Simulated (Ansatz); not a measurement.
## A series in volume scale on Ni

All results are calculated (Ansatz 0.2.0). Free energy against uniform scaling of the volume at fixed shape and fractions; periodic cell, basis, potentials, k mesh and filling as listed.

The cell before it is scaled or strained (space group Fm-3m, No. 225):
```
Ni
1.0
      0.0000     1.7619     1.7619
      1.7619     0.0000     1.7619
      1.7619     1.7619     0.0000
Ni
1
Direct
  0.00000 0.00000 0.00000
```

Settings of every row: functional PBE; dispersion D3(BJ)+ATM; potentials PAW; wave cutoff 500 eV; density cutoff 2000 eV; k mesh 14x14x14; k shift 0x0x0; occupations fermi dirac; smearing width 0.1 eV; spin collinear.

Limits: coarse k mesh, up to 40 meV an atom off; with one magnetic atom in the cell only parallel moments are possible.

| row | volume scale | V (Å³/atom) | energy above lowest point (meV/atom) |
| --- | --- | --- | --- |
| 1 | 0.94 | 10.283 | 6.3 |
| 2 | 0.96 | 10.501 | 0 |
| 3 | 0.98 | 10.72 | 0 |
| 4 | 1 | 10.939 | 5.7 |
| 5 | 1.02 | 11.158 | ? |
| 6 | 1.04 | 11.376 | 31 |
| 7 | 1.06 | 11.595 | 49.5 |

Question: what energy above lowest point should row 5 give?

Worked fit of energy above lowest point. Take u = (V_r/V)^(2/3) − 1 with V_r = 10.829 Å³ an atom, which is twice the finite (Eulerian) strain; such expansions in the strain, on which the Birch-Murnaghan equation of state is built, carry the rest volume and the bulk modulus. The shown rows have u = 0.03509, 0.02072, 0.00677, -0.00672, -0.03232, -0.04454. Least squares give energy above lowest point = 2.19 − 421.4 × u + 14927 × u² + 12107 × u³ meV/atom; a parabola predicts inner rows, each left out in turn, worse (root mean square 0.23 against 0.036 meV/atom). All shown rows lie on it to the printed digit. Its lowest point lies at u = 0.0139, or V = 10.61 Å³ an atom, and the curvature there gives the bulk modulus at fixed shape and fractions, B = (4/9)(1 + u)² E″(u)/V = 213 GPa. The withheld row has u = -0.01975, so the fit gives 2.19 − 421.4 × (-0.01975) + 14927 × (-0.01975)² + 12107 × (-0.01975)³ = 16.2 meV/atom.

The calculation gave 16.2 meV/atom. The fit meets it to the printed digit.
